**Does the growing smearing entropy term mean that stretched silicon has more states at the Fermi level?**

I am looking at LDA results for simple hexagonal silicon, a metallic high-pressure form with one atom per cell. The cell is stretched step by step with the atoms carried along.

Simple hexagonal silicon (P6/mmm, one atom per cell), computed with Ansatz 0.2.0 at fixed geometries: scalar-relativistic LDA without spin polarization, PAW, plane-wave cutoff 420 eV, 21×21×20 k mesh, Gaussian smearing of width 0.15 eV. The smearing entropy term is −TS, as it enters the free energy.

| volume (Å³/atom) | c/a | shortest distance (Å) | smearing entropy term (meV/atom) |
| --- | --- | --- | --- |
| 12.576 | 0.9412 | 2.343 | -4.370 |
| 13.595 | 0.9412 | 2.405 | -4.520 |
| 14.668 | 0.9412 | 2.466 | -4.640 |
| 15.111 | 0.9273 | 2.466 | -4.570 |
| 15.796 | 0.9411 | 2.528 | -4.700 |
| 16.980 | 0.9412 | 2.590 | -4.680 |

The smearing entropy term becomes more negative as the cell grows, then settles. My first thought was that electrons with more room have more entropy. A colleague says that the bands narrow and the density of states rises. Neither idea tells me why the cell at 15.111 Å³ falls out of line. Who is right, and can I use this column as a cheap measure of the density of states?

**Answer**

Start with what the term counts. Gaussian smearing replaces the sharp step between filled and empty states by a soft one of fixed width $\sigma$, here 0.15 eV. Only states within about that distance of the Fermi level become partly filled, and only they contribute. The term is therefore a head count of states near the Fermi level, not a measure of how much space the electrons have. I use its size below, that is, the printed value without its minus sign.

This disposes of the "more room" idea, at least in its classical form. If the four valence electrons were a classical gas with a thermal energy equal to $\sigma$, the expansion by 35% would raise the term by $4\sigma\ln 1.35$, about 180 meV per atom. The table shows a rise of 0.31 meV. Most electrons sit well below the Fermi level, where the exclusion principle leaves them no freedom to gain. Ordinary diamond-type silicon makes the same point: it has more volume per atom than any cell here, yet its term would nearly vanish, because its gap leaves hardly any states at the Fermi level.

Your colleague's idea is better physics. Stretching the crystal lowers the kinetic energy of the electrons and weakens the overlap between neighbours, so the bands narrow. The same number of states then shares a smaller range of energy, and more of them fall inside the smearing window. For a density of states $D$ that is smooth over the window, the size of the term is

$$TS=\tfrac12\,\sigma^2 D .$$

Free electrons give a value for $D$ with no adjustable number. With four electrons in a volume $V$ per atom,

$$E_F=\frac{\hbar^2}{2m}\left(\frac{12\pi^2}{V}\right)^{2/3},\qquad D=\frac{6}{E_F}\propto V^{2/3}.$$

Take the cell at 14.668 Å³. With $\hbar^2/2m=3.81$ eV Å², the Fermi energy, counted from the bottom of the band, is 15.3 eV. That makes $D$ about 0.39 states per eV and atom, and $TS$ about 4.4 meV. The full calculation gives 4.64 meV, so a picture that ignores the atoms altogether comes within some 5% for this cell, and within about 10% for every cell in the table.

The size is right, but the growth is not. Between the smallest and the largest cell, free electrons predict a rise of 22%, while the calculation gives 7%. Using more realistic bands doesn't help if stretching merely shrinks them all by the same factor, in inverse proportion to the square of the length: the density of states then still grows as $V^{2/3}$, only with another prefactor. I fitted that prefactor to the five cells of equal shape, and the typical miss was 0.22 meV. A plain constant, fitted to the same five cells, misses by only 0.12 meV, so "no change at all" describes them better than this law does. Nor do the bands seem slow to narrow. The runs also print how far the top of the second band lies above the bottom of the third, and this overlap shrinks by 16% from the smallest to the largest cell, close to the 18% that the law predicts.

Something must therefore offset the narrowing, and one candidate is the crystal potential. It opens gaps where electron waves are reflected by the lattice, and it can push states away from the Fermi level. If it weakens more slowly than the kinetic energy on stretching, these gaps gain weight relative to the band width and hold the density of states down. This is a reasonable guess, but it would take the density of states itself to confirm it.

The other candidate is the sampling of the bands. The calculation doesn't see a smooth density of states; it sees $21\times21\times20=8820$ mesh points. By the hexagonal symmetry, a point in general position has 24 equivalents, which enter and leave the smearing window together. If one band crosses the Fermi level exactly there, the whole set adds

$$\frac{24\,\sigma}{\sqrt{\pi}\times 8820}\approx 0.23\ \text{meV per atom}.$$

Now compare that step with the table. The entire term amounts to about twenty such sets at full weight, which is enough to fix its rough size. The entire rise from the smallest to the largest cell, however, is worth little more than one set. A few points drifting through the window as the bands shift could therefore imitate, hide or weaken a real trend. This gives a scale for the sampling error, neither its actual size nor an upper limit.

The cell at 15.111 Å³ has to be judged by the same measure. It was stretched only in the plane, which is why its $c/a$, the ratio of cell height to in-plane edge, is lower than in the other five. Compared with the cell at 14.668 Å³, it has the same shortest distance and a larger volume, yet its term is smaller by 0.07 meV where free electrons would give an increase of 0.09 meV. So neither volume nor shortest distance alone orders all six rows. It is tempting to credit the change of shape, which does shift bands against one another. But the cell lies only 0.09 meV below the value interpolated between its neighbours, less than half of what one set of mesh points can add.

So your colleague is right to look at the density of states, and may be right about why the term grows, but uniform narrowing alone doesn't account for the computed trend. As a measure of the density of states, the column is good for a rough value, about 0.4 states per eV and atom throughout. It is not good for differences of a few per cent between cells.

To settle the rest, repeat all six cells on a clearly denser mesh, with the smearing width unchanged. If the weak growth and the low value at 15.111 Å³ survive, the bands most likely do change shape, and a plot of the density of states is worth making. If either fades on the denser mesh, it came at least partly from the sampling. The printed analysis below gives the free-electron value for each cell, both fits and the estimate for the mesh points.

The analysis program printed:

```
Size of the term against free electrons:
     row  computed_meV  free_electron_meV   ratio  implied_states_per_eV_atom  pressure_GPa
  12.576          4.37              3.973     1.1                      0.3884         23.74
  13.595          4.52              4.185    1.08                      0.4018          9.29
  14.668          4.64              4.402   1.054                      0.4124         -0.91
  15.111          4.57               4.49   1.018                      0.4062         -3.87
  15.796           4.7              4.625   1.016                      0.4178         -7.85
   16.98          4.68              4.853  0.9643                       0.416        -12.36
Volume growth, first to last row (%): 35.02
Computed growth of the term, first to last row (meV/atom): 0.31
Computed growth of the term, first to last row (%): 7.094
Free-electron growth, first to last row (meV/atom): 0.8804
Free-electron growth, first to last row (%): 22.16
Power of volume from the end rows (free electrons 0.67): 0.2283
Classical gas of 4 electrons with kT of 0.15 eV, growth of TS (meV/atom): 180.1
Free electrons with a real kT of 0.15 eV, TS in first row (meV/atom): 26.14
fit of ts on 5 rows (uni): coefficient of fe 1.036 +/- 0.025; rms 0.217, worst 16.98 0.349, leave-one-out rms 0.274
  rows outside the fit (model, value, miss): 15.111 4.653, 4.57, 0.0828
fit of ts on 5 rows (uni): constant 4.582 +/- 0.062; rms 0.123, worst 12.576 0.212, leave-one-out rms 0.154
  rows outside the fit (model, value, miss): 15.111 4.582, 4.57, 0.012
Row 15.111 less row 14.668, computed (meV/atom): -0.07
Row 15.111 less row 14.668, free electrons (meV/atom): 0.08819
Row 15.111 less the value interpolated in volume (meV/atom): -0.09356
Most that one set of 24 equivalent mesh points can add (meV/atom): 0.2303
Number of such full-weight sets that make up the term, row 14.668: 20.15
Whole computed growth in units of one set: 1.346
Last step of the series, unrounded (meV/atom): -0.0141
```
